**In3As: what the wide separation at the zone corner means**

At the corner of its zone this In3As cell has an empty stretch of 8 eV around the Fermi energy. At another point of the same zone the levels on either side of the Fermi energy are less than 0.1 eV apart. Three readings of this contrast are weighed below, and the table can decide much of the matter.

Levels of In3As (4-atom cell, atoms shifted at random by about 0.05 Å) at points of a 6×6×6 k mesh, relative to the Fermi energy, from GPAW 26.7.0 with PBE, without spin polarisation or spin-orbit coupling. The run used PAW data sets (gpaw-data 1.2.1), a plane-wave cutoff of 600 eV and Fermi-Dirac smearing of 0.05 eV.

| point a (reciprocal cell vector) | point b (reciprocal cell vector) | point c (reciprocal cell vector) | level under 4 (eV) | level under 3 (eV) | level under 2 (eV) | level under 1 (eV) | level over 1 (eV) | level over 2 (eV) |
| --- | --- | --- | --- | --- | --- | --- | --- | --- |
| 0.0000 | 0.0000 | 0.0000 | -2.833 | -2.826 | -1.834 | -1.813 | 2.093 | 2.101 |
| 0.0000 | 0.3333 | 0.3333 | -5.473 | -3.703 | -1.384 | -1.202 | 0.510 | 1.040 |
| 0.0000 | 0.5000 | 0.0000 | -1.550 | -1.152 | -0.037 | -0.027 | 0.057 | 1.513 |
| 0.3333 | 0.3333 | 0.3333 | -4.648 | -2.639 | -2.309 | -2.274 | 0.034 | 2.379 |
| 0.5000 | 0.5000 | 0.1667 | -2.280 | -0.951 | -0.943 | -0.294 | 1.527 | 3.374 |
| 0.5000 | 0.5000 | 0.3333 | -3.476 | -2.655 | -2.644 | -2.157 | 3.604 | 4.474 |
| 0.5000 | 0.5000 | 0.5000 | -3.920 | -3.911 | -3.827 | -3.310 | 4.723 | 4.725 |

The levels come from a PBE calculation without spin-orbit coupling, on a cubic cell whose atoms were shifted at random by about 0.05 Å. Level under 1 is the first level under the Fermi energy at that point and level over 1 the first above it. They are ranked at each point separately, so one column can hold different bands in different rows. The difference between these two columns is a local separation, which need not be a band gap.

**First reading: a bond gap.** InAs is a semiconductor, and it is tempting to see the 8 eV at point 7 as the distance between filled bonding and empty antibonding states. Such a gap would have to keep one energy window free at every point. At point 3 the separation shrinks to less than 0.1 eV, and the run as a whole reports a metal. The atoms may well be bonded covalently in part, but no gap at the Fermi energy runs through the whole zone.

**Second reading: distance from the zone centre.** A single free-electron parabola rises with the distance from point 1, so that distance alone would fix the height of the levels. Points 2 and 3 are almost equally far out. Yet the mean of their four lower levels differs by more than 2 eV, and over all seven points the distance orders these means poorly. What matters must be something that points 2 and 3 don't share.

**Third reading: folded waves.** In a crystal each point of the zone stands for a whole family of waves, which differ by reciprocal lattice vectors. With $p_a, p_b, p_c$ for the entries point a, point b and point c, integers $n_a, n_b, n_c$ and the cell edge $L = 4.672$ Å, their energies as free waves are

$$E = \frac{\hbar^2}{2m}\left(\frac{2\pi}{L}\right)^2 q, \qquad q = (p_a+n_a)^2+(p_b+n_b)^2+(p_c+n_c)^2 .$$

The factor before $q$ is 6.89 eV. Three In atoms bring three outer electrons each and As brings five, which makes 14 per cell. Free electrons of that density have a Fermi energy of 9.70 eV, and subtracting it puts the waves on the scale of the table.

Point 2, where model and calculation agree best, serves as a worked case. Its entries are 0, 1/3 and 1/3; taking 1 from the last gives $q = 1/9 + 4/9 = 5/9$, and

$$E - E_\mathrm{F} = 6.89 \times \tfrac{5}{9} - 9.70 \approx -5.9\ \text{eV}.$$

The calculation has -5.5 eV for level under 4. The next waves up, one with $q = 8/9$ and two with $q = 11/9$, fall at -3.6 and -1.3 eV. All four calculated levels lie within about 0.4 eV of these estimates, which use only the cell size and the electron count.

The same counting explains the corner. At point 7 all entries are 1/2, and eight waves, one for each choice of signs, share $q = 3/4$. They lie about 4.5 eV under the Fermi energy, while the next set has $q = 11/4$ and lies far above it. On this reading the wide separation is the distance between two crowded sets of waves, and the Fermi energy happens to fall between them.

The corner even argues for a metal. The table does not number the bands, but in the free-electron count eight filled levels at the corner hold 16 electrons, two more than the cell has on average. Other parts of the zone must then hold fewer than 14, so bands have to cross the Fermi energy on the way. An insulator with 14 electrons per cell would fill seven levels at every point. In this picture the widest separation in the table has eight below it, one too many.

At point 3 eight waves share $q = 5/4$, only 1.1 eV under the Fermi energy. The lattice potential mixes waves of equal energy into standing waves. Those whose charge gathers where the effective potential for the outer electrons is low sink, and the others rise. A rise of a little over an electronvolt is enough to lift part of this set over the Fermi energy, so that the levels on both sides of it probably belong to one set.

Points 5 and 6 show that shifts of about this size occur. There the four lower levels should come from four waves at the corners of a square, which symmetry combines into a single level, a pair and another single level. The calculation has this pattern, with a total width of 2.0 eV at point 5 and 1.3 eV at point 6. The highest of the four lies about 1.2 eV above its free wave at point 5 and 1.0 eV above it at point 6. The pairs, which would coincide in the undistorted crystal, are split by only about 0.01 eV, so the random shifts of the atoms hardly disturb this pattern.

**How far the model holds.** The mean of the four lower levels moves by 3 eV over the seven points, and the folded waves follow it with a typical miss of 0.5 eV. A straight line through all seven means, point 2 included, has a slope of 6.3 ± 0.5 eV per unit of $q$, close to the free-electron value. Point 2 fits this line worst, with its mean about 0.4 eV under it, so the close match in the worked case is no measure of how well the model does in general. For this line one wave at point 4 was counted as lying over the Fermi energy, a choice made after seeing the levels. The output printed below this page has the details.

The model does worse for the separations. With 14 electrons and point 4 not regrouped, it overestimates them at every point. At the corner it gives 13.8 eV where the calculation has 8.0 eV, and most of that excess comes from the upper levels, which lie far lower than their free waves. One likely reason is that the model treats each set as one sharp energy, whereas the spread of the sets eats into the distance between them. At point 3 this ruins the estimate altogether: 6.9 eV against less than 0.1 eV. How many electrons to treat as free is not settled either, since 12 free electrons, with the As 4s pair set aside, describe the means about as well as 14.

For a related cubic metal whose outer electrons are s and p electrons, one can list the values of $q$ at a point and mark the Fermi energy among them. A crowded set within an electronvolt or so of the mark suggests levels close to the Fermi energy; a mark far from any set suggests a wide local separation.

In this PBE run the cell is a metal; the functional tends to make gaps too small, and no other was tried here. The levels at points 3 and 4 within some hundredths of an electronvolt of zero are partly filled through the smearing, and spin-orbit coupling could shift them, so their exact places should not be used. Whether In3As would form in this structure at all is a separate question of stability.

Numerical output:

```
Means of four lower levels and local separations in eV:
     row  mean of four  folded waves 14 electrons  folded waves 12 electrons  separation  separation of folded waves
     0.0        -2.327                     -2.813                     -1.865       3.906                       6.891
     0.0        -2.941                     -3.004                     -2.057       1.712                       2.297
     0.0       -0.6915                      -1.09                    -0.1426       0.084                       6.891
  0.3333        -2.968                     -2.239                      -2.44       2.308                       4.594
     0.5        -1.117                     -1.473                    -0.5255       1.821                       4.594
     0.5        -2.733                     -3.196                     -2.248       5.761                       9.188
     0.5        -3.742                     -4.536                     -3.588       8.033                       13.78
Free-electron energy unit in eV: 6.891
Free-electron Fermi energy with 14 electrons in eV: 9.704
Range of the means of four over the points in eV: 3.05
Rms miss of the means with 14 electrons and nothing fitted in eV: 0.5213
Rms miss of the means with 12 electrons and nothing fitted in eV: 0.5583
Correlation of the means with folded waves before regrouping: 0.9073
Point 2 folded wave for level under 4 in eV: -5.876
Point 2 folded wave for level under 3 in eV: -3.579
Point 2 folded waves for levels under 2 and under 1 in eV: -1.282
Point 4 folded wave nearest under the Fermi energy in eV: -0.5161
Splitting of the middle pair at point 5 in eV: 0.008
Splitting of the middle pair at point 6 in eV: 0.011
Width of the four levels at point 5 in eV: 1.986
Width of the four levels at point 6 in eV: 1.319
fit of m4 on 7 rows: constant -8.677 +/- 0.51, coefficient of g2 6.293 +/- 0.5; rms 0.175, worst 0.0 0.381, leave-one-out rms 0.259
fit of m4 on 7 rows: constant -1.856 +/- 0.81, coefficient of k2 -1.307 +/- 1.8; rms 0.956, worst 0.0 -1.49, leave-one-out rms 1.31
Fitted slope over free-electron slope: 0.9132
```
